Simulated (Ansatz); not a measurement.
A series in volume per atom on RbCd

Density functional energy, stress (positive in compression), forces and moments (in spheres) of a cell at fixed atoms, energy at zero smearing over the elements' standard states in the same functional; plane waves with PAW datasets, Gamma-centred k mesh. The results are calculated, by Ansatz 0.2.0.

Cell of the first row (space group Pm-3m, No. 221):
```
CELL_PARAMETERS angstrom
4.36190 0.00000 0.00000
0.00000 4.36190 0.00000
0.00000 0.00000 4.36190
ATOMIC_POSITIONS crystal
Rb 0.50000 0.50000 0.50000
Cd 0.00000 0.00000 0.00000
```

Settings of every row: functional PBE; dispersion none; spin none; wave cutoff 420 eV; k mesh 12x12x12; occupations gaussian; smearing width 0.1 eV.

Limits: the cell comes from a prototype or a list of computed structures and needn't be the stable phase.

| row | volume per atom (Å³) | pressure (GPa) | energy over elements (eV/atom) |
| --- | --- | --- | --- |
| 1 | 41.494 | 1.21 | 0.0541 |
| 2 | 42.909 | 0.84 | 0.045 |
| 3 | 44.324 | 0.53 | 0.0388 |
| 4 | 45.738 | 0.26 | 0.0353 |
| 5 | 48.567 | -0.17 | 0.0346 |
| 6 | 49.982 | ? | ? |
| 7 | 51.868 | -0.53 | 0.042 |

Question: what pressure and energy over elements should row 6 give?

Worked fit of pressure. Take u = (V_r/V)^(2/3) − 1 with V_r = 45.031 Å³ an atom, which is twice the finite (Eulerian) strain; such expansions in the strain, on which the Birch-Murnaghan equation of state is built, carry the rest volume and the bulk modulus. The shown rows have u = 0.05605, 0.0327, 0.01061, -0.01033, -0.04915, -0.08993. Least squares give pressure = 0.39 + 12.91 × u + 30 × u² GPa; a straight line predicts inner rows, each left out in turn, worse (root mean square 0.062 against 0.0033 GPa). All shown rows lie on it to the printed digit. The pressure vanishes at u = -0.0327, or V = 47.33 Å³ an atom, and there the bulk modulus at fixed shape and fractions is B = −V dP/dV = (2/3)(1 + u) dP/du = 7.06 GPa. The withheld row has u = -0.06718, so the fit gives 0.39 + 12.91 × (-0.06718) + 30 × (-0.06718)² = -0.34 GPa.

The calculation gave -0.34 GPa. The fit meets it to the printed digit.

Worked fit of energy over elements. Take u = (V_r/V)^(2/3) − 1 with V_r = 45.031 Å³ an atom, which is twice the finite (Eulerian) strain; such expansions in the strain, on which the Birch-Murnaghan equation of state is built, carry the rest volume and the bulk modulus. The shown rows have u = 0.05605, 0.0327, 0.01061, -0.01033, -0.04915, -0.08993. Least squares give energy over elements = 0.03677 + 0.1682 × u + 2.518 × u² eV/atom; a straight line predicts inner rows, each left out in turn, worse (root mean square 0.0053 against 3.9e-05 eV/atom). All shown rows lie on it to the printed digit. Its lowest point lies at u = -0.0334, or V = 47.39 Å³ an atom, and the curvature there gives the bulk modulus at fixed shape and fractions, B = (4/9)(1 + u)² E″(u)/V = 7.07 GPa. The withheld row has u = -0.06718, so the fit gives 0.03677 + 0.1682 × (-0.06718) + 2.518 × (-0.06718)² = 0.0368 eV/atom.

The calculation gave 0.0368 eV/atom. The fit meets it to the printed digit.
